## The loss that remains above a plasmon

A fast electron passing through gallium nitride can give up energy to the electrons of the crystal. The loss function $L$ measures how strongly the crystal takes up each amount of energy $E$, the loss energy. In the table below it climbs to a broad peak near 20 eV and then falls, but it is far from zero where the known values end. What are the next two values?

Loss function of wurtzite GaN at a momentum transfer of 1/6 reciprocal lattice vector along the hexagonal axis, from Yambo 5.3.0 in the random-phase approximation with local fields (3 Ry block) on Quantum ESPRESSO PBE states. The runs use PseudoDojo 0.4.1 potentials, 48 bands, a 9×9×6 k-mesh and 0.3 eV damping, without quasiparticle corrections.

```tsv
row	loss function	loss energy (eV)
1	0.006	0.00
2	0.008	1.61
3	0.044	3.41
4	0.049	5.02
5	0.124	6.83
6	0.178	8.43
7	0.206	10.24
8	0.177	11.85
9	0.346	13.65
10	0.494	15.26
11	0.872	16.87
12	1.363	18.67
13	1.460	20.28
14	1.456	22.09
15	1.089	23.69
16	1.106	25.50
17	1.088	27.11
18	0.829	28.71
19	0.633	30.52
20	0.600	32.13
21	0.505	33.94
22	0.685	35.54
23	0.566	37.35
24	0.615	38.96
25	0.578	40.76
26	0.474	42.37
27	0.463	43.98
28	0.424	45.78
29	?	?
30	?	?
```

The loss function is built from the dielectric function $\varepsilon$, which describes how the electrons screen a field:

$$L=\mathrm{Im}\left(-\frac{1}{\varepsilon}\right)=\frac{\varepsilon_2}{\varepsilon_1^2+\varepsilon_2^2}.$$

Here $\varepsilon_1$ and $\varepsilon_2$ are its real and imaginary parts. Absorption, measured by $\varepsilon_2$, lifts single electrons across the gap. Loss becomes large where the denominator is small, because there the electrons can swing together with little external drive. This common oscillation is the plasmon. The spectrum here was calculated in the random-phase approximation, with local fields but without electron-hole attraction, at a momentum transfer of one sixth of a reciprocal lattice vector, along the hexagonal axis.

Row 13, the highest of the known rows, lies close to the top of the plasmon peak. For free electrons the plasmon energy $E_p$ follows from their density $n$ alone:

$$E_p^2=4\pi e^2\,\frac{\hbar^2}{m}\,n.$$

The cell of four atoms has a volume of $4\times11.31=45.24$ Å$^3$. It holds 16 s and p valence electrons, five from each nitrogen and three from each gallium, so $n=16/45.24=0.354$ Å$^{-3}$. With $e^2=14.4$ eV Å and $\hbar^2/m=7.62$ eV Å$^2$, the result is $E_p=22.1$ eV.

On the finer energy grid of the full spectrum the peak is at 20.1 eV, so the estimate is 10% too high relative to it. Counting the 20 electrons of the two gallium 3d shells as free too would give 33 eV, far from the peak. The 3d electrons don't count as free here, because most of their response is expected at energies well above 20 eV. The square root in the formula also gives the general trend: a larger number of loosely bound electrons in the same volume puts the plasmon higher.

Could the tail simply be the upper flank of this plasmon? A damped free-electron oscillation of width $\Gamma$ has the loss function

$$L_{\rm mode}=\frac{E_p^2\,\Gamma E}{(E^2-E_p^2)^2+\Gamma^2E^2}.$$

Its value at $E=E_p$ is $E_p/\Gamma$, and matching this to the height of row 13 gives a width of about 15 eV. At row 28 such a mode leaves a loss of 0.11, while the table has 0.424, almost four times as much. In each of rows 22 to 28 the table shows more than twice the loss of the mode.

Something besides a simple plasmon must therefore feed the tail. Standard physics names the excitation of Ga 3d electrons into empty bands as one source, and other transitions between bands can add to it. The spectrum doesn't separate these parts. The PBE functional also places the 3d levels several eV too shallow, so their contribution starts at too low an energy.

A sum rule tells how much loss should still follow. The area under $E\,L$, suitably scaled, counts the electrons whose response has been used up, and over all energies it must come to about the full 36 per cell. By row 28 it has reached only 15. That this is close to 16 doesn't mean that the s and p electrons are spent and the 3d electrons untouched, since the area mixes both. Still, more than half of the full strength is missing at this point. A complete calculation would place much of it at higher energies, so the loss has no reason to stop abruptly after row 28.

This calculation, however, has only 48 bands, and an electron can't be lifted into a band that was left out. A rough free-electron estimate, with recalled level depths, ends the transitions from the top of the valence bands near 36 eV and those from Ga 3d near 49 eV. Both limits are uncertain by several eV. Transitions from the deepest valence bands, mainly nitrogen 2s, should end a few eV later still. The limit for Ga 3d falls right where the forecast is needed, so an early drop is a real risk.

For the forecast, a power law was fitted to rows 22 to 28, which lie beyond the main peak and the shoulder at rows 15 to 17:

$$L\approx0.55\left(\frac{E}{40\ \mathrm{eV}}\right)^{-1.75}.$$

It misses these seven rows by 0.03 on average (root mean square). The exponent describes the local slope and has no deeper meaning. The energies themselves follow from the nearly even spacing of the rows.

- **Row 29:** 47.5 ± 0.2 eV, loss about 0.41, range 0.31 to 0.48.
- **Row 30:** 49.1 ± 0.2 eV, loss about 0.39, range 0.25 to 0.47. The fitted curve itself gives 0.38.

The ranges for the loss are judgements and reach further down than up because of the missing bands. A different assumption, that every eV of the tail carries equal strength, makes the loss fall only as $1/E$. It would give 0.46 and 0.44.

The withheld rows as computed:

```tsv
row	loss function	loss energy (eV)
29	0.429	47.39
30	0.402	49.20
```

Both energies and both losses lie inside their ranges. The forecast for row 29 is 0.02 too low and that for row 30 about 0.01 too low. The equal-strength assumption errs on the other side, by 0.03 and 0.04. Since the power law already scatters by 0.03 in its own rows, two more points can't decide between the two descriptions.

One detail was missed. Row 29 lies slightly above row 28, whereas the fitted power law can only fall. The tail has such ripples elsewhere too, for example the rise at row 24. With 1.6 to 1.8 eV between rows, and with no test of a finer mesh of crystal momenta, the ripple can't be given a cause.

The feared drop did not come, even at row 30, which lies just beyond the rough limit for Ga 3d. This doesn't prove that 48 bands are enough. If transitions from the upper valence bands begin to run out near 36 eV, the whole tail may already be too low, and a curve can be smooth and still have the wrong height. A forecast drawn from the neighbouring rows inherits that error and can't reveal it. Repeats with more bands and with a finer treatment of the local fields would test this, and until then the peak near 20 eV is a safer guide to real gallium nitride than the height of the tail. The analysis printed after this text gives the fits and the strength collected along the spectrum.

Numerical output:

```
fit of loss_energy on 28 rows: constant -1.701 +/- 0.023, coefficient of nr 1.695 +/- 0.0014; rms 0.0567, worst 18 0.0994, leave-one-out rms 0.061
  rows outside the fit (model, value, miss): 29 47.45, 47.39, 0.0648; 30 49.15, 49.2, -0.0501
fit of loss_function on 7 rows (egrid > 35): coefficient of u**(-s) 0.5504 +/- 0.015, s 1.75; rms 0.0325, worst 23 0.0564, leave-one-out rms 0.0425
  rows outside the fit (model, value, miss): 1 0.6953, 0.006, 0.689; 2 0.6953, 0.008, 0.687; 3 0.6953, 0.044, 0.651; 4 0.6953, 0.049, 0.646; 5 0.6953, 0.124, 0.571; 6 0.6953, 0.178, 0.517; 7 0.6953, 0.206, 0.489; 8 0.6953, 0.177, 0.518; 9 0.6953, 0.346, 0.349; 10 0.6953, 0.494, 0.201; 11 0.6953, 0.872, -0.177; 12 0.6953, 1.363, -0.668; 13 0.6953, 1.46, -0.765; 14 0.6953, 1.456, -0.761; 15 0.6953, 1.089, -0.394; 16 0.6953, 1.106, -0.411; 17 0.6953, 1.088, -0.393; 18 0.6953, 0.829, -0.134; 19 0.6953, 0.633, 0.0623; 20 0.6953, 0.6, 0.0953; 21 0.6953, 0.505, 0.19; 29 0.4081, 0.429, -0.0209; 30 0.3838, 0.402, -0.0182
Rows 29 and 30, computed loss inside the stated range (1 yes, 0 no): 29 1, 30 1
Rows 29 and 30, loss forecast by the equal-strength rival: 29 0.4602, 30 0.4443
Rows 29 and 30, rival forecast less computed loss: 29 0.03117, 30 0.0423
Free-electron plasmon energy with 16 electrons per cell (eV): 22.08
Free-electron plasmon energy with 36 electrons per cell (eV): 33.12
16-electron estimate less reported loss peak (eV): 2.003
Width of the damped mode set by the peak height (eV): 15.13
Loss of the damped mode at row 28: 0.1101
Table loss over damped-mode loss at row 28 (ratio): 3.849
Strength collected up to row 14 (electrons per cell): 3.766
Strength collected up to row 21 (electrons per cell): 9.768
Strength collected up to row 28 (electrons per cell): 15.13
Rough end of transitions from the valence top (eV): 35.53
Rough end of transitions from Ga 3d (eV): 48.53
```
